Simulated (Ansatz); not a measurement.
# A series in volume scale on SiAu3

Free energy against uniform scaling of the volume at fixed shape and fractions; periodic cell, basis, potentials, k mesh and filling as listed. The results are calculated, by Ansatz 0.2.0.

The cell before it is scaled or strained (space group Fm-3m, No. 225):
```
SiAu3
1.0
      0.0000     3.2857     3.2857
      3.2857     0.0000     3.2857
      3.2857     3.2857     0.0000
Si Au
1 3
Direct
  0.00000 0.00000 0.00000
  0.25000 0.25000 0.25000
  0.75000 0.75000 0.75000
  0.50000 0.50000 0.50000
```

Settings of every row: functional m-r2SCAN; dispersion none; potentials PAW; wave cutoff 600 eV; density cutoff 2400 eV; k mesh 6x6x6; k shift 0x0x0; occupations cold; smearing width 0.2 eV; spin none.

Limits: coarse k mesh, up to 40 meV an atom off; no spin-orbit coupling, which can matter with elements this heavy; the cell comes from a prototype or a list of computed structures and needn't be the stable phase.

| row | volume scale | V (Å³/atom) | energy above lowest point (meV/atom) | pressure (GPa) |
| --- | --- | --- | --- | --- |
| 1 | 0.94 | 16.672 | 6.9 | 4.61 |
| 2 | 0.96 | 17.026 | ? | ? |
| 3 | 0.98 | 17.381 | 0 | -1.23 |
| 4 | 1 | 17.736 | 5.4 | -3.57 |
| 5 | 1.02 | 18.091 | 15.6 | -5.6 |
| 6 | 1.04 | 18.445 | 30 | -7.35 |
| 7 | 1.06 | 18.8 | 48 | -8.88 |

Question: what energy above lowest point and pressure should row 2 give?

Worked fit of energy above lowest point. Take u = (V_r/V)^(2/3) − 1 with V_r = 17.913 Å³ an atom, which is twice the finite (Eulerian) strain; such expansions in the strain, on which the Birch-Murnaghan equation of state is built, carry the rest volume and the bulk modulus. The shown rows have u = 0.04903, 0.0203, 0.00664, -0.00657, -0.01932, -0.03171. Least squares give energy above lowest point = 9.93 − 776.1 × u + 13856 × u² + 14575 × u³ meV/atom; a parabola predicts inner rows, each left out in turn, worse (root mean square 0.29 against 0.025 meV/atom). All shown rows lie on it to the printed digit. Its lowest point lies at u = 0.0269, or V = 17.21 Å³ an atom, and the curvature there gives the bulk modulus at fixed shape and fractions, B = (4/9)(1 + u)² E″(u)/V = 131 GPa. The withheld row has u = 0.03444, so the fit gives 9.93 − 776.1 × (0.03444) + 13856 × (0.03444)² + 14575 × (0.03444)³ = 0.2 meV/atom.

The calculation gave 0.2 meV/atom. The fit meets it to the printed digit.

Worked fit of pressure. Take u = (V_r/V)^(2/3) − 1 with V_r = 17.913 Å³ an atom, which is twice the finite (Eulerian) strain; such expansions in the strain, on which the Birch-Murnaghan equation of state is built, carry the rest volume and the bulk modulus. The shown rows have u = 0.04903, 0.0203, 0.00664, -0.00657, -0.01932, -0.03171. Least squares give pressure = −4.618 + 153.32 × u + 642 × u² + 1424 × u³ GPa; a parabola predicts inner rows, each left out in turn, worse (root mean square 0.028 against 0.0025 GPa). All shown rows lie on it to the printed digit. The pressure vanishes at u = 0.0269, or V = 17.21 Å³ an atom, and there the bulk modulus at fixed shape and fractions is B = −V dP/dV = (2/3)(1 + u) dP/du = 131 GPa. The withheld row has u = 0.03444, so the fit gives −4.618 + 153.32 × (0.03444) + 642 × (0.03444)² + 1424 × (0.03444)³ = 1.48 GPa.

The calculation gave 1.48 GPa. The fit meets it to the printed digit.
